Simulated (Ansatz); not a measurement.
# Harmonic heat capacity of rocksalt LuSe and YSe against T/θ at the PBEsol level

Lutetium and yttrium are both trivalent towards selenium, which takes up two electrons; the third stays in a metal-derived conduction band, so that both rocksalt selenides are metallic. They differ far more in cation mass than in bonding. The question is whether one Debye temperature per crystal brings their lattice heat capacities onto a common curve, and where that description fails. Such a curve would supply the lattice background that is subtracted in calorimetry of metallic compounds. The calculated quantity is the harmonic heat capacity at constant volume per mole of atoms, measured against the classical limit of 24.94 J/(mol K). Temperature is scaled by θ from the second moment of each phonon spectrum.

## How the numbers were made

Known crystals without imaginary modes on mesh or path. The structures stem from measured cells of the Crystallography Open Database, directly or through a relaxation at another level; cell and atoms were relaxed at zero pressure at each row's own level, inside the symmetry of the start, with no thermal or zero-point expansion. Program: Ansatz 0.2.0, plane waves, PBEsol, the program's default PAW potentials, scalar-relativistic without spin-orbit coupling, no spin polarisation. Wave-function cutoff 420 eV (the default for the potentials of each cell); on the k meshes (Γ-centred) the least product of divisions and cell-vector length runs from 47 to 49 Å, relaxations included. Residual pressures at rest stay under 0.01 GPa. Occupations: methfessel-paxton smearing of 0.15 eV. Harmonic modes at natural masses come from linear response (density functional perturbation theory), with the acoustic sum rule imposed. The sums run over phonons interpolated from the q mesh of each crystal (span 9 Å or more), at the static cell. The tabled runs alone: cutoff 420 eV, k length 47 to 48 Å, k mesh 12×12×12. The rows are a selection of points from finer curves.

Notes on method and selection:

- The second moment fixes the approach to the classical limit: C ≈ 3R(1 − θ²/(20T²)). At low T the lowest branches decide.
- Harmonic lattice part alone: no electronic or expansion terms. The 50 K rows are the least sure on these meshes.
- In cells without a Kohn-Sham gap the frequencies depend on k mesh and smearing; the size of that error was not measured for these rows.
- The filled 4f shell of Lu is treated among the valence electrons, not frozen in the core; the potential files were made for PBE.
- Spin-orbit coupling is left out; it matters most with heavy elements (here Lu).
- Runs that did not converge, have known faults or may not be shown are not listed, and runs on Ansatz's PAW sets soft_1 and soft_2 are kept to separate tables.

Columns:

- T over θ: temperature over the second-moment Debye temperature of the crystal.
- Debye temperature (K): Debye temperature from the second moment of the phonon density of states, (ħ/k)·√(5⟨ω²⟩/3).
- mass ratio: heaviest over lightest atomic mass.
- heat capacity (J/(mol K)): harmonic lattice heat capacity at constant volume per mole of atoms (classical limit 24.94).
- entropy (J/(mol K)): harmonic vibrational entropy per mole of atoms.

## Data

| member | crystal | T over θ | temperature (K) | Debye temperature (K) | mass ratio | heat capacity (J/(mol K)) | entropy (J/(mol K)) |
| --- | --- | --- | --- | --- | --- | --- | --- |
| 50 K | LuSe (rocksalt) | 0.190 | 50 | 263 | 2.22 | 10.87 | 7.17 |
| 100 K | LuSe (rocksalt) | 0.380 | 100 | 263 | 2.22 | 18.51 | 17.41 |
| 150 K | LuSe (rocksalt) | 0.570 | 150 | 263 | 2.22 | 21.60 | 25.59 |
| 200 K | LuSe (rocksalt) | 0.760 | 200 | 263 | 2.22 | ? | ? |
| 300 K | LuSe (rocksalt) | 1.141 | 300 | 263 | 2.22 | 24.02 | 41.56 |
| 500 K | LuSe (rocksalt) | 1.901 | 500 | 263 | 2.22 | 24.60 | 54.01 |
| 800 K | LuSe (rocksalt) | 3.042 | 800 | 263 | 2.22 | 24.81 | 65.62 |
| 50 K | YSe (rocksalt) | 0.176 | 50 | 284 | 1.13 | 8.89 | 4.57 |
| 100 K | YSe (rocksalt) | 0.352 | 100 | 284 | 1.13 | 17.55 | 13.79 |
| 150 K | YSe (rocksalt) | 0.528 | 150 | 284 | 1.13 | 21.09 | 21.68 |
| 200 K | YSe (rocksalt) | 0.704 | 200 | 284 | 1.13 | 22.64 | 27.99 |
| 300 K | YSe (rocksalt) | 1.056 | 300 | 284 | 1.13 | 23.87 | 37.45 |
| 500 K | YSe (rocksalt) | 1.761 | 500 | 284 | 1.13 | 24.55 | 49.84 |
| 800 K | YSe (rocksalt) | 2.817 | 800 | 284 | 1.13 | 24.79 | 61.44 |

Cells marked ? are withheld until the estimate has been made.

## What drives the series

The Debye function, $C_D = 9R\,(T/\theta)^3\int_0^{\theta/T} x^4e^x/(e^x-1)^2\,dx$, serves as the common curve, with the tabulated θ of 263 K for LuSe and 284 K for YSe. At 100 K the calculated values lie above it by about 0.44 J/(mol K) in LuSe and about 0.36 in YSe. At 150 K the excess is about 0.1 in both, and at 300 K about 0.01. From 150 K upwards, the rows shown thus follow the Debye curve to within about 0.1 J/(mol K).

At 50 K the description fails. The excess is about 2.4 J/(mol K) in LuSe and about 1.5 in YSe. The second moment gives most weight to the high optical branches, whereas the heat capacity at 50 K comes mainly from the low acoustic ones, which lie lower than a Debye spectrum with the same θ would place them. The larger excess in LuSe fits its wider gap between acoustic and optical branches, although the 50 K rows are the least certain on these q meshes.

Entropy does not share a common curve even at high temperature, because it depends on the mean logarithm of the frequencies and not on their second moment. At 800 K LuSe exceeds YSe by 65.62 − 61.44 = 4.18 J/(mol K), while the difference in θ accounts for only 24.94 × ln(284/263) = 1.92.

The full difference is close to what the cation mass alone gives. In the classical limit and with unchanged force constants, replacing one of the two atoms changes the entropy per mole of atoms by $(3R/4)\ln(M_{\mathrm{Lu}}/M_{\mathrm{Y}})$. Selenium is the lighter atom in both crystals, so the mass ratios give 24.94/4 × ln(2.22/1.13) = 4.21 J/(mol K).

## A prediction

Plain estimates from the members shown:

- 200 K (LuSe (rocksalt)), straight-line interpolation between 150 K and 300 K: w = (0.760 − 0.570) / (1.141 − 0.570) = 0.333, so 21.60 + 0.333 × (24.02 − 21.60) = 22.41 J/(mol K)
- 200 K (LuSe (rocksalt)), from its own YSe (rocksalt) value plus the mean shift LuSe (rocksalt) − YSe (rocksalt) over the other 6 members (+0.61, standard deviation 0.69): 22.64 + 0.61 = 23.25 J/(mol K)

Neither plain estimate suits the 200 K row of LuSe. The straight line between 150 and 300 K cuts below a curve that bends towards its limit, and the mean shift of 0.61 from YSe is inflated by the 50 K pair, which differs by 10.87 − 8.89 = 1.98.

The better route starts from the second-moment expression $C \approx 3R\,[1-\theta^2/(20T^2)]$ and adds the remainder due to higher moments. For LuSe at 200 K the expression gives 24.94 × (1 − 263²/(20 × 200²)) = 22.78 J/(mol K).

At 150 K it gives 24.94 × (1 − 263²/(20 × 150²)) = 21.11 for LuSe, leaving a remainder of 21.60 − 21.11 = 0.49. For YSe it gives 24.94 × (1 − 284²/(20 × 150²)) = 20.47 at 150 K and 24.94 × (1 − 284²/(20 × 200²)) = 22.43 at 200 K. The remainder there falls from 21.09 − 20.47 = 0.62 to 22.64 − 22.43 = 0.21, a factor of 0.35 before rounding of the remainders. The same factor in LuSe gives 0.49 × 0.35 = 0.17, hence 22.78 + 0.17 = 22.95 J/(mol K).

The route can be tested on the 300 K row of LuSe, where the expression gives 24.94 × (1 − 263²/(20 × 300²)) = 23.98. Scaling the LuSe remainder at 150 K by the fall of the YSe remainder from 150 to 300 K adds about 0.04, so the result is 23.98 + 0.04 = 24.02, equal to the tabulated value. A harder test is to scale the YSe remainder from 150 to 200 K by $T^{-4}$ alone, without the factor taken from YSe itself. This gives 24.94 × (1 − 284²/(20 × 200²)) + 0.62 × (150²/200²)² = 22.62 against 22.64, a miss of 0.02, which is adopted as the standard error.

**Committed estimate, 200 K (LuSe (rocksalt)): heat capacity = 22.95 ± 0.02 J/(mol K).**

## The withheld result

| member | crystal | T over θ | temperature (K) | Debye temperature (K) | mass ratio | heat capacity (J/(mol K)) | entropy (J/(mol K)) |
| --- | --- | --- | --- | --- | --- | --- | --- |
| 200 K | LuSe (rocksalt) | 0.760 | 200 | 263 | 2.22 | 22.95 | 32.02 |

| member | estimate | heat capacity (J/(mol K)) | computed | estimate − computed | miss in error bars |
| --- | --- | --- | --- | --- | --- |
| 200 K (LuSe (rocksalt)) | committed | 22.95 | 22.95 | 0.00 | 0.0 |
| 200 K (LuSe (rocksalt)) | interpolation | 22.41 | 22.95 | −0.54 |  |
| 200 K (LuSe (rocksalt)) | shift from YSe (rocksalt) | 23.25 | 22.95 | +0.30 |  |

The computed value, 22.95 J/(mol K), equals the estimate to the printed digits and so lies inside the error bar of 0.02. Interpolation was too low by 0.54, because a straight line cuts below a curve that flattens towards its limit. The shift from YSe was too high by 0.30: the two crystals differ by 22.95 − 22.64 = 0.31 at 200 K, about half the mean shift, which the 50 K pair had raised.

The second-moment expression with a small remainder from higher moments therefore held. The remainder in LuSe is 22.95 − 22.78 = 0.17, as scaled from YSe. At this temperature the heat capacity depends little on how the frequencies are distributed about their second moment, so the success says almost nothing about the acoustic branches that matter at 50 K.

## Where the trend breaks

The two 50 K rows lie farthest from the Debye curve, by about +2.4 J/(mol K) in LuSe and about +1.5 in YSe. Half of all modes are acoustic and lie below the gap, far more low-frequency modes than a Debye spectrum with the same θ contains. The wider gap in LuSe strengthens the effect. Interpolation from a coarse q mesh adds an error of unknown size to both rows.

Mass is not the whole difference between the crystals, although the entropy at 800 K suggested it. The force constants from the same phonon calculations, which are not tabulated here, show that in both crystals a single displaced selenium atom is pulled back more strongly than a displaced cation. The mass ratios therefore give only a lower bound for the θ that LuSe would have with the force constants of YSe. Equal restoring forces on both atoms would lead to 284 × √[(1 + 1/2.22)/(1 + 1/1.13)] = 249 K; a stronger force on selenium, whose mass stays the same, leads to a higher value. The tabulated 263 K thus corresponds to mass-weighted mean force constants that are larger by a factor below (263/249)² = 1.12. Some stiffening does remain, since the restoring force on either atom is larger in LuSe than in YSe. In the entropy it is offset by vibrations with softer restoring forces, among them the slowest shear waves, which are slower in LuSe than the heavier cation alone would make them. The agreement of the entropy with the mass effect is therefore a cancellation and no sign of equal force constants.

## Conclusions and limits

In the rows from 200 to 800 K, one Debye temperature per crystal reproduces the harmonic heat capacity to about 0.04 J/(mol K). The excess reaches about 0.4 at 100 K, and at 50 K the description fails. Two crystals of one structure type do not establish the same accuracy for other selenides, and θ must first be known from their phonons.

For a lattice background at 300 K, the table gives 2 × 24.02 = 48.04 J/(mol K) per mole of LuSe formula units and 2 × 23.87 = 47.74 for YSe.

Two omitted contributions probably exceed the 0.04 J/(mol K) deviation when measured heat capacities at constant pressure are considered. Thermal expansion and the conduction electrons were not calculated here; in metals of this kind each can be expected to add an amount of the order of a few tenths of a J/(mol K) per mole of atoms at 300 K. Both terms are positive and grow approximately in proportion to temperature.
